## Appendix: Cost and accuracy of linear-response $U$ and $V$ in bcc Fe

### Definitions

Let $n_I$ be the spin-summed $3d$ occupation of site $I$ and $\alpha_I$ a potential shift on its projector. Minimising $E[\rho]+\sum_I\alpha_In_I$ gives $n_I(\alpha)$ and $\chi_{IJ}=\partial n_I/\partial\alpha_J$, a negative-definite matrix. The Legendre transform, the energy $E(n)$ at constrained occupations, obeys $\partial E/\partial n_I=-\alpha_I$, hence $\partial^2E/\partial n_I\partial n_J=-(\chi^{-1})_{IJ}$. Subtracting the curvature $-\chi_0^{-1}$ obtained with the Hartree and exchange-correlation (Hxc) potential frozen gives

$$U_I=(\chi_0^{-1}-\chi^{-1})_{II},\qquad V_{IJ}=(\chi_0^{-1}-\chi^{-1})_{IJ}$$

(Cococcioni and de Gironcoli 2005; Campo and Cococcioni 2010). In the full space of $d$ and remaining ($r$) variables, the inverse interacting response is the inverse bare one minus the kernel $f_{\rm Hxc}$. If the bare response does not mix $d$ and $r$, block inversion yields the projected, screened kernel

$$\chi_0^{-1}-\chi^{-1}=f_{dd}+f_{dr}\,(\chi_{0,r}^{-1}-f_{rr})^{-1}f_{rd}.$$

With one atom per cell, $U=\langle U(\mathbf q)\rangle$ and $V(\mathbf R)=\langle U(\mathbf q)e^{i\mathbf q\cdot\mathbf R}\rangle$ are zone averages of $U(\mathbf q)=1/\chi_0(\mathbf q)-1/\chi(\mathbf q)$.

### Solvable model

Each site carries local bare responses $-g_d$ and $-g$ for $d$ and $r$. All charges interact through a lattice Coulomb kernel with $1/v(\mathbf q)=\kappa(1-\gamma)$, $\gamma=\prod_{i}\cos(q_ia/2)$, and an on-site term $u$ in $f_{dd}$ holds the short-range and spin contributions. Since $1-\gamma\to q^2a^2/8$ and the atomic volume is $a^3/2$, matching $v\to 2e^2/(\varepsilon_0a^3q^2)$ fixes $\kappa=4\varepsilon_0a/e^2$. The block formula gives

$$U(\mathbf q)=u+v-\frac{v^2}{1/g+v}=u+\frac{1}{(g+\kappa)(1-z\gamma)},\qquad z=\frac{\kappa}{g+\kappa}.$$

Odd moments of $\gamma$ vanish and $\langle\gamma^{2n}\rangle=[\binom{2n}{n}4^{-n}]^3$; Clausen's formula sums the series to

$$G=\Big\langle\frac1{1-z\gamma}\Big\rangle=\Big[\frac2\pi K(m)\Big]^2,\qquad m=\frac{1-\sqrt{1-z^2}}2,$$

with $K$ the complete elliptic integral of parameter $m$. Then $U=u+G/(g+\kappa)$. Because $G-z\langle\gamma/(1-z\gamma)\rangle=1$, the nearest-neighbour value is $V=(G-1)/\kappa$.

A typical $a=0.287$ nm gives $\kappa=0.396\ \mathrm{aJ^{-1}}$. The assumed $u=0$ and $g=2.5\ \mathrm{aJ^{-1}}$ were chosen to reproduce a typical linear-response $U$ of bcc Fe, about 0.35 aJ (2.2 eV). Then $z=0.1367$, $G=1.002356$, and the model's exact values are $U=346.12$ zJ and $V=5.95$ zJ.

### Deviations

**A** is central finite differences in $\alpha$ in a supercell of $N=L^3$ primitive cells. **B** is density functional perturbation theory on the $\Gamma$-centred $L^3$ grid of $\mathbf q$ (Timrov, Marzari and Cococcioni 2018). A periodically repeated shift contains exactly these Fourier components, so A and B agree up to A's $O(\alpha^2)$ truncation error, which vanishes in this linear model.

At $\mathbf q=0$ let both responses be taken at fixed electron number. Neutrality then gives $1/\chi_0=-1/g_d-1/g$ and $1/\chi=1/\chi_0-u$, so $U(0)=u$. The limit $\mathbf q\to0$ is $u+1/g$, because there $\chi_0=-g_d$ while the Coulomb kernel keeps $\chi$ neutral. One point of weight $1/N$ is low by $1/g$, which shifts $U$ and every $V$ by $-1/(gN)=-400\ \mathrm{zJ}/N$.

**C** is B with $\chi_0(0)$ evaluated at fixed Fermi level, which restores the limit at no extra work. Only aliasing remains, $\Delta U_C=\sum_{\mathbf T\neq0}V(\mathbf T)$ over supercell translations. The eight shortest need $L$ hops of weight $z/8$, so to leading order in $z$

$$\Delta U_C\simeq\frac{8\,(z/8)^L}{g+\kappa},$$

a factor $z/8=0.017$ per unit of $L$. The identity for $V$ also holds on the grid, so $\Delta V_C=\Delta U_C/z$ exactly. For A and B, $\Delta=\Delta_C-1/(gN)$.

### Work and memory

Let the primitive cell need $N_k$ points, $b$ bands and $M$ plane waves. One iteration costs $b^2M$ per point for orthogonalisation or projection and $cbM$ for applying the Hamiltonian. Symmetry and the logarithm in $c$ are ignored, and iteration counts are taken equal. A has $N_k/N$ points, $Nb$ bands, $NM$ plane waves and two signs of $\alpha$. B and C solve $N$ problems of primitive size. In units of $N_kbM(b+c)$, with $s=b/(b+c)$,

$$W_A=2N[1+s(N-1)],\qquad W_B=W_C=N.$$

Per $k$ point A holds $N^2bM$ coefficients; B and C hold $3bM$ (states at $\mathbf k$ and $\mathbf{k+q}$, and the response). The table uses an assumed $s=0.1$; deviations are in zJ, memory in units of $bM$.

| $L$ | $W_A$ | $W_{B,C}$ | memory A | $\Delta U_{A,B}$ | $\Delta V_{A,B}$ | $\Delta U_C$ | $\Delta V_C$ |
|---|---|---|---|---|---|---|---|
| 1 | 2 | 1 | 1 | −346.12 | – | 53.88 | – |
| 2 | 27 | 8 | 64 | −49.17 | −43.92 | 0.83 | 6.08 |
| 3 | 194 | 27 | 729 | −14.80 | −14.71 | 0.014 | 0.105 |
| 4 | 934 | 64 | 4096 | −6.25 | −6.25 | 0.00025 | 0.0018 |

At $L=2$ the neighbours $\pm\mathbf R$ are images of each other, so C returns about twice $V$. In terms of work, the deviation falls as $W^{-1}$ for B, as $W^{-1/2}$ for A at large $N$, and exponentially in $W^{1/3}$ for C.

### Choices

* **$U$ within 35 zJ:** C at $L=2$, $W=8$. B needs $L=3$ ($W=27$), A 194.
* **$U$ within 1 zJ:** again C at $L=2$. B needs $L=8$ ($W=512$, $\Delta U=-0.78$ zJ), and A costs $5.3\times10^4$.
* **$V$ within 0.2 zJ:** C at $L=3$, $W=27$. B needs $L=13$, $W=2197$.
* **Budget $W\le10$:** C at $L=2$, useful for $U$ only.
* **Budget $W\le30$:** C at $L=3$; the same work buys A only $L=2$.
* **Memory below $100\,bM$:** A stops at $L=2$; B and C are unrestricted.

Without a perturbation code, the fixed-Fermi-level $\chi_0$ repairs A equally, giving C's deviations at $W_A$. For small $s$ and $N$ the ratio $W_A/W_B$ approaches 2, which unequal iteration counts can overturn; the repair then matters more than the algorithm.

### Limits

The $1/(gN)$ term is a long-wavelength effect of any metal that is screened by states outside the projectors; its coefficient is the model's. The aliasing rate rests on local bare responses. For an assumed one free electron per atom, $k_F=(6\pi^2)^{1/3}/a$ and the Lindhard factor at H, $q=2\pi/a$, is 0.74. Scaling $g$ by it raises $U(\mathbf q)$ there, where $\gamma=-1$, by 75 zJ, far above the C entries for $L\ge2$. Such dispersion, and Friedel tails cut off only by the smearing, lengthen $V(\mathbf R)$. The C columns are therefore the model's optimistic case, and for Fe the grid $L=2$ or $3$ needs confirming against $L+1$.